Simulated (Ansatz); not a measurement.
## LiSi: pressure and energy above lowest point against volume scale

Free energy against uniform scaling of the volume at fixed shape and fractions; periodic cell, basis, potentials, k mesh and filling as listed. The results are calculated, by Ansatz 0.2.0.

The cell before it is scaled or strained (space group Fd-3m, No. 227):
```
LiSi
1.0
      0.0000     3.1106     3.1106
      3.1106     0.0000     3.1106
      3.1106     3.1106     0.0000
Li Si
2 2
Direct
  0.50000 0.50000 0.50000
  0.75000 0.75000 0.75000
  0.25000 0.25000 0.25000
  0.00000 0.00000 0.00000
```

Settings of every row: functional r2SCAN; dispersion none; potentials PAW; wave cutoff 571.44 eV; density cutoff 2285.8 eV; k mesh 7x7x7; k shift 0x0x0; occupations fermi dirac; smearing width 0.05 eV; spin none.

Limits: coarse k mesh, up to 40 meV an atom off; the cell comes from a prototype or a list of computed structures and needn't be the stable phase.

```
row  volume scale  V (Å³/atom)  pressure (GPa)  energy above lowest point (meV/atom)
  1          0.88       13.243             5.6                                  24.3
  2          0.92       13.845            3.03                                   8.3
  3          0.96       14.447            1.05                                   0.8
  4             1       15.049            -0.6                                     0
  5          1.04       15.651           -2.03                                     5
  6          1.08       16.253               ?                                     ?
  7          1.12       16.855           -4.21                                    29
```

Question: what pressure and energy above lowest point should row 6 give?

Worked fit of pressure. Take u = (V_r/V)^(2/3) − 1 with V_r = 14.748 Å³ an atom, which is twice the finite (Eulerian) strain; such expansions in the strain, on which the Birch-Murnaghan equation of state is built, carry the rest volume and the bulk modulus. The shown rows have u = 0.0744, 0.04302, 0.01384, -0.01338, -0.03884, -0.08518. Least squares give pressure = 0.172 + 62.5 × u + 132.5 × u² GPa; a straight line predicts inner rows, each left out in turn, worse (root mean square 0.32 against 0.065 GPa). The rows lie off it by 0.04, -0.08, -0.01, 0.04, 0.03, -0.02 (root mean square 0.043 GPa). The withheld row has u = -0.06273, so the fit gives 0.172 + 62.5 × (-0.06273) + 132.5 × (-0.06273)² = -3.23 GPa.

The calculation gave -3.23 GPa. The fit meets it to the printed digit.

Worked fit of energy above lowest point. Take u = (V_r/V)^(2/3) − 1 with V_r = 14.748 Å³ an atom, which is twice the finite (Eulerian) strain; such expansions in the strain, on which the Birch-Murnaghan equation of state is built, carry the rest volume and the bulk modulus. The shown rows have u = 0.0744, 0.04302, 0.01384, -0.01338, -0.03884, -0.08518. Least squares give energy above lowest point = −0.43 + 25.5 × u + 4230 × u² − 1469 × u³ meV/atom; a parabola predicts inner rows, each left out in turn, worse (root mean square 0.26 against 0.13 meV/atom). The rows lie off it by 0.0, -0.1, 0.1, 0.0, 0.0, 0.0. Its lowest point lies at u = -0.0030, or V = 14.81 Å³ an atom, and the curvature there gives the bulk modulus at fixed shape and fractions, B = (4/9)(1 + u)² E″(u)/V = 40.5 GPa. The withheld row has u = -0.06273, so the fit gives −0.43 + 25.5 × (-0.06273) + 4230 × (-0.06273)² − 1469 × (-0.06273)³ = 15.0 meV/atom.

The calculation gave 15 meV/atom. The fit meets it to the printed digit.
